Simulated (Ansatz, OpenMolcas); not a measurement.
How methods differ on CH6GaN (SMILES [CH3][GaH][NH2])

The species is CH6GaN (9 atoms), meant as a singlet with charge 0. As SMILES, `[CH3][GaH][NH2]`. Geometry: relaxed at PBE0-D4/def2-TZVP.

Quantity: the HOMO–LUMO gap, in eV. The values are calculated.

```csv
level,kind,program,value (eV),CPU time
SVWN5/6-31G* (spherical functions),LDA,OpenMolcas,4.66,30 s
revPBE/6-31G* (spherical functions),GGA,Ansatz,4.74,5.6 s
TPSS/6-31G* (spherical functions),meta-GGA,OpenMolcas,4.92,55 s
B3LYP/6-31G* (spherical functions),global hybrid,OpenMolcas,6.31,40 s
BHLYP/6-31G* (spherical functions),global hybrid,OpenMolcas,8.79,36 s
B3LYP/6-31G* (Cartesian functions),global hybrid,OpenMolcas,6.31,41 s
HSE06/6-31G* (spherical functions),range-separated hybrid,Ansatz,6.05,7.2 s
PBE-QIDH/6-31G* (spherical functions),double hybrid,Ansatz,10.49,9.2 s
```

All-electron rows without a relativistic Hamiltonian named are non-relativistic. The values span 4.66 to 10.49 eV. Orbital gaps aren't excitation energies, and those of double hybrids come from the SCF part alone; they tend to grow with the share of exact exchange. CPU times are rough (shared hosts, several kinds of processor): they show what a rung costs within a factor of a few.

The three semilocal functionals agree closely, from 4.66 to 4.92 eV, while the hybrids spread from 6.05 eV with HSE06 to 10.49 eV with PBE-QIDH. The treatment of exchange therefore matters far more here than the choice among semilocal forms, probably because nonlocal exchange lowers the occupied levels relative to the empty ones, an effect that HSE06 screens out at long range.

Chemically, a wide gap suits a closed-shell amide of trivalent gallium. The HOMO is probably mostly the nitrogen lone pair, and the LUMO probably has much gallium p character, since the metal lacks an octet. Donation from nitrogen into that empty orbital would give the Ga–N bond some π character, though the electronegativity of nitrogen and the diffuse gallium p shell should keep it weak.

Switching from spherical to Cartesian functions leaves the B3LYP gap at 6.31 eV, so the extra s-like components hardly matter. That agreement doesn't establish basis-set convergence, because diffuse functions could still lower the LUMO.
